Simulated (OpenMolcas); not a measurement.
How methods differ on AlNH4 (SMILES [NH2][AlH2])

AlNH4 has 6 atoms, charge 0, and is taken as a singlet. As SMILES, `[NH2][AlH2]`. Geometry: a GFN2-xTB relaxation, a rough one for these elements and not checked as a minimum.

| atom | x (Å) | y (Å) | z (Å) |
| --- | --- | --- | --- |
| N | 0.0333 | -0.9536 | 0.0825 |
| Al | -0.0241 | 0.8126 | -0.0759 |
| H | 0.5450 | -1.6048 | -0.5026 |
| H | -0.4499 | -1.5022 | 0.7866 |
| H | 0.0937 | 1.5182 | -1.4412 |
| H | -0.1981 | 1.7298 | 1.1506 |

Quantity: the energy change with the N1–H3 bond stretched from 1.014 to 1.268 Å, in eV. The values are calculated.

| level | kind | program | value (eV) | less FCI/STO-3G | CPU time (all runs) |
| --- | --- | --- | --- | --- | --- |
| HF/STO-3G (restricted) | Hartree–Fock | OpenMolcas | 1.22 | +0.41 | 3.2 s |
| SVWN5/STO-3G (restricted) | LDA | OpenMolcas | 0.83 | +0.02 | 8 s |
| M06-2X/STO-3G (restricted) | hybrid meta-GGA | OpenMolcas | 0.95 | +0.14 | 11 s |
| PBE0/STO-3G (restricted) | global hybrid | OpenMolcas | 0.93 | +0.12 | 9.1 s |
| B2PLYP/STO-3G (restricted) | double hybrid | OpenMolcas | 0.91 | +0.10 | 8.6 s |
| ACPF/STO-3G (restricted) | coupled cluster or CI | OpenMolcas | 0.81 | 0.00 | 3.5 s |
| CCSD(T)/STO-3G (restricted) | coupled cluster or CI | OpenMolcas | 0.81 | 0.00 | 4.4 s |
| FCI/STO-3G | exact in the basis | OpenMolcas | 0.81 | 0.00 | 100 s |

FCI/STO-3G is exact within its basis and frozen core, so for wave-function methods in that basis the difference is their error; functionals converge differently with the basis, so for them it is only a difference. The first shape isn't each level's own minimum. The values span 0.81 to 1.22 eV. All rows use very small basis sets, so even the best lies far from the true value. Times are those of the runs behind each value, whatever else they computed, on shared processors of several kinds: orders of magnitude only.

Restricted Hartree–Fock makes the N–H stretch too costly by 0.41 eV, half of the FCI value, whereas ACPF and CCSD(T) reproduce FCI to the printed precision. The main reason is left-right correlation. As the bond lengthens, the σ–σ* gap narrows and the doubly excited σ*² configuration gains weight, while a single closed-shell determinant retains too much ionic character. Correlation therefore stabilises the stretched geometry more than the initial one. The success of CCSD(T) suggests that one reference configuration still dominates at 1.268 Å.

The functionals all lie between FCI and Hartree–Fock. SVWN5 comes closest, probably through compensation between its exchange and correlation errors, so its small difference is no sign of general accuracy. The three functionals containing exact exchange give larger stretch energies, but B2PLYP falls below PBE0 despite its larger exchange fraction, probably because its perturbative correlation term offsets part of the increase. The agreement of CCSD(T) with FCI can't be extrapolated to N–H dissociation, where a restricted reference becomes qualitatively wrong.
